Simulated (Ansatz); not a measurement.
## B: energy change per atom and pressure against volume scale

All results are calculated (Ansatz 0.2.0). Plane-wave DFT, scalar-relativistic PAW made under PBE with cores redone for the functional, no dispersion; the given relaxed cell is scaled uniformly, energy at zero smearing counts from the unscaled cell, pressure at the given Fermi-Dirac smearing is positive in compression.

The cell before it is scaled or strained (space group Fm-3m, No. 225):
```
B
1.0
      0.0000     1.4175     1.4175
      1.4175     0.0000     1.4175
      1.4175     1.4175     0.0000
B
1
Direct
  0.00000 0.00000 0.00000
```

Settings of every row: spin polarised no; functional LDA; wave cutoff 420 eV; smearing width 0.1 eV; k mesh 21x21x21.

Atom starting moment: 0 on all atoms.

Limits: all rows lie far from zero pressure; the cell comes from a prototype or a list of computed structures and needn't be the stable phase.

| row | volume scale | V (Å³/atom) | energy change per atom (meV) | pressure (GPa) |
| --- | --- | --- | --- | --- |
| 1 | 0.88 | 5.013 | 91.37 | 47.3 |
| 2 | 0.92 | 5.241 | 37.95 | 28.49 |
| 3 | 0.96 | 5.469 | 8.9 | 12.95 |
| 4 | 1.04 | 5.924 | 7.79 | -10.56 |
| 5 | 1.08 | 6.152 | ? | ? |
| 6 | 1.12 | 6.38 | 62.21 | -26.57 |

Question: what energy change per atom and pressure should row 5 give?

Worked fit of energy change per atom. Take u = (V_r/V)^(2/3) − 1 with V_r = 5.469 Å³ an atom, which is twice the finite (Eulerian) strain; such expansions in the strain, on which the Birch-Murnaghan equation of state is built, carry the rest volume and the bulk modulus. The shown rows have u = 0.05976, 0.0288, 0, -0.05188, -0.09762. Least squares give energy change per atom = 8.82 + 651.08 × u + 12260.8 × u² meV; a straight line predicts inner rows, each left out in turn, worse (root mean square 35 against 0.33 meV). The rows lie off it by -0.15, 0.21, 0.08, -0.25, 0.11 (root mean square 0.17 meV). The withheld row has u = -0.07546, so the fit gives 8.82 + 651.08 × (-0.07546) + 12260.8 × (-0.07546)² = 29.51 meV.

The calculation gave 29.35 meV. The fit lies 0.16 meV (0.19 % of the column's range) above it; its largest miss of a shown row is 0.25 meV.

Worked fit of pressure. Take u = (V_r/V)^(2/3) − 1 with V_r = 5.469 Å³ an atom, which is twice the finite (Eulerian) strain; such expansions in the strain, on which the Birch-Murnaghan equation of state is built, carry the rest volume and the bulk modulus. The shown rows have u = 0.05976, 0.0288, 0, -0.05188, -0.09762. Least squares give pressure = 12.955 + 509.89 × u + 1077.5 × u² GPa; a straight line predicts inner rows, each left out in turn, worse (root mean square 3.1 against 0.055 GPa). The rows lie off it by 0.03, -0.04, -0.01, 0.04, -0.02. The pressure vanishes at u = -0.0269, or V = 5.698 Å³ an atom, and there the bulk modulus at fixed shape and fractions is B = −V dP/dV = (2/3)(1 + u) dP/du = 293 GPa. The withheld row has u = -0.07546, so the fit gives 12.955 + 509.89 × (-0.07546) + 1077.5 × (-0.07546)² = -19.39 GPa.

The calculation gave -19.34 GPa. The fit lies 0.05 GPa (0.068 % of the column's range) below it; its largest miss of a shown row is 0.04 GPa.
